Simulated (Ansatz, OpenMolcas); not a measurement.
## Abstraction of H: HNO2 + BH2(NH) → NO2 + BH2(NH2)

Species: HNO2 (nitrous acid) `O=NO`, singlet; BH2(NH), doublet; NO2 (nitrogen dioxide) `[O]N=O`, doublet; BH2(NH2), singlet. A radical takes H: the energy is the difference in strength between the O–H bond broken and the N–H bond made.

Shapes, held fixed at every level: PBE0-D4/def2-TZVP. Flexible molecules stand in one conformer, not always the lowest. Programs: Ansatz 0.2.0, OpenMolcas 26.06. Electronic energies: no zero-point or thermal term.

| level | kind | ΔE (kJ/mol) |
| --- | --- | --- |
| HF/STO-3G | Hartree–Fock | -67.0 |
| SVWN5/STO-3G | LDA | -176.8 |
| BHLYP/STO-3G | global hybrid | -113.6 |
| CAM-B3LYP/STO-3G | range-separated hybrid | -135.4 |
| HSE06/STO-3G | range-separated hybrid | -150.3 |
| CCSD/STO-3G | coupled cluster or CI | -104.0 |
| B3LYP/6-31G* (Cartesian functions) | global hybrid | -163.6 |

B3LYP/6-31G* (Cartesian functions) gives ΔE = -163.6 kJ/mol; the levels span -176.8 to -67.0. The median of the levels is -135.4. No measured value is set beside it here. T1 is large for NO2 (0.075), BH2(NH2) (0.021), so single-reference values are less sure there. Spin contamination: NO2 (⟨S²⟩ up to 1.18). Open shells run unrestricted. Rows in sets without polarisation functions are far from converged.

Hydrogen transfer from nitrous acid to the aminyl-type radical is downhill at every level listed, so the N–H bond formed is stronger than the O–H bond broken. The main reason is probably the unusually weak O–H bond of nitrous acid: losing H gives NO2, whose unpaired electron is spread over nitrogen and both oxygens, with π bonding shared between the two N–O links. In BH2(NH) the radical centre sits largely on nitrogen and gains much less from delocalisation.

Within the STO-3G rows, the reaction becomes less exothermic as the share of exact exchange grows, from SVWN5 through the hybrids to Hartree–Fock. This suggests that the spread arises largely from how each method treats the correlated, delocalised electrons of NO2, which Hartree–Fock understabilises relative to the closed-shell acid. The B3LYP row cannot test this ordering, since its basis changes along with the functional. The direction of the reaction is therefore better supported than its size, and the exothermicity alone does not show that the transfer is fast.
